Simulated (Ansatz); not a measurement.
Cu: Boltzmann equation against the high-temperature formula (computed with Ansatz 0.2.0)

Space group Fm-3m (No. 225), 1 atom in the cell of the first input below: a = 2.520 Å, b = 2.520 Å, c = 2.520 Å, α = 60.00°, β = 60.00°, γ = 60.00°.

The cell was built from a prototype of a structure type listed for this element, relaxed without spin–orbit coupling to zero pressure (pressure 0.0 GPa with this functional, without spin–orbit coupling). Functional: PBEsol.

Input:

```yaml
crystal:
  lattice:
    - [0.0, 1.7822372988, 1.7822372988]
    - [1.7822372988, 0.0, 1.7822372988]
    - [1.7822372988, 1.7822372988, 0.0]
  atoms:
    - { symbol: Cu, position: [0.0, 0.0, 0.0] }
basis:
  ecutwfc: 420
  ecutrho_ratio: 4
kpoints:
  mp_grid: { grid: [18, 18, 18] }
hamiltonian:
  xc: pbesol
scf:
  occupations: { method: methfessel_paxton, width: 0.2 }
output: {}
phonons:
  supercell: [3, 3, 3]
  qpath:
    path:
      - [[0.0, 0.0, 0.0], [0.5, 0.0, 0.5], [0.625, 0.25, 0.625]]
      - [[0.375, 0.375, 0.75], [0.0, 0.0, 0.0], [0.5, 0.5, 0.5], [0.5, 0.25, 0.75], [0.5, 0.0, 0.5]]
    npoints: 6
  electrical_resistivity: { mesh: [36, 36, 36], temperatures: [50, 100, 200, 300, 500] }
  superconductivity: { mesh: [36, 36, 36], eliashberg_equations: false }
```

```bash
ansatz run input.yaml --threads 8 --pin off --max-ram 15360MiB --backend cpu --events-out ev --progress --plain --runs-dir out
```

Time: 110 s on 8 threads of Arm Neoverse V2, with other jobs on the host, peak memory 6.3 GiB.

λ_tr,xx from the finest mesh down: 0.124, 0.127, 0.149. The next coarser mesh moves the resistivity at 300 K by under 1 % along the axis that moves most.

The run gives λ_tr,xx = 0.124 and a Drude plasma energy ħω_p,xx = 9.08 eV.

Question: Estimate the resistivity along x at 300 K from the high-temperature formula.

Answer: ħ/τ = 2π λ_tr k_B T = 0.0201 eV and ρ = 1/(ε0 ω_p² τ) = 1.81 μΩ cm. The Boltzmann solution gives 1.67 μΩ cm, so the estimate is 9 % high.

```tsv
T (K)	ρ_xx (μΩ cm)	ρ_zz (μΩ cm)	formula, xx	R_H, field along x, y or z (10⁻¹¹ m³/C)
50	0.05	0.05	0.30	-4.56
100	0.35	0.35	0.60	-4.12
200	1.03	1.03	1.21	-3.83
300	1.67	1.67	1.81	-3.81
500	2.87	2.87	3.02	-3.81
```

At 300 K the next coarser mesh moves R_H by up to 6 %.

At 50 K the solution is 0.15 times the linear formula, and at 500 K 0.95 times. The formula is meant for temperatures above the phonon energies and for bands that vary little within k_B T.

Caveats: small supercell, couplings not converged in it.

The Boltzmann resistivity lies below the linear formula at every temperature, and the gap closes steadily on warming. This is Bloch–Grüneisen behaviour: on cooling, the phonons that scatter through large angles freeze out, and the long-wavelength ones that remain barely degrade the current. The formula instead gives every mode its classical population. The small λ_tr of 0.124 fits a noble metal whose filled d shell lies below the Fermi level, leaving mainly sp-like carriers that couple weakly to the lattice.

The negative Hall coefficient indicates electron-like transport, but its magnitude near room temperature is clearly below the measured one. The mesh change is too small to account for this; the likely cause is an error in how the calculated scattering varies between the necks and the belly of the Fermi surface, to which the Hall coefficient is more sensitive than the resistivity. Its drift at low temperature suggests that this anisotropy changes as phonons freeze out. The near-agreement of the resistivity with experiment at 300 K therefore doesn't validate the state-resolved scattering rates.
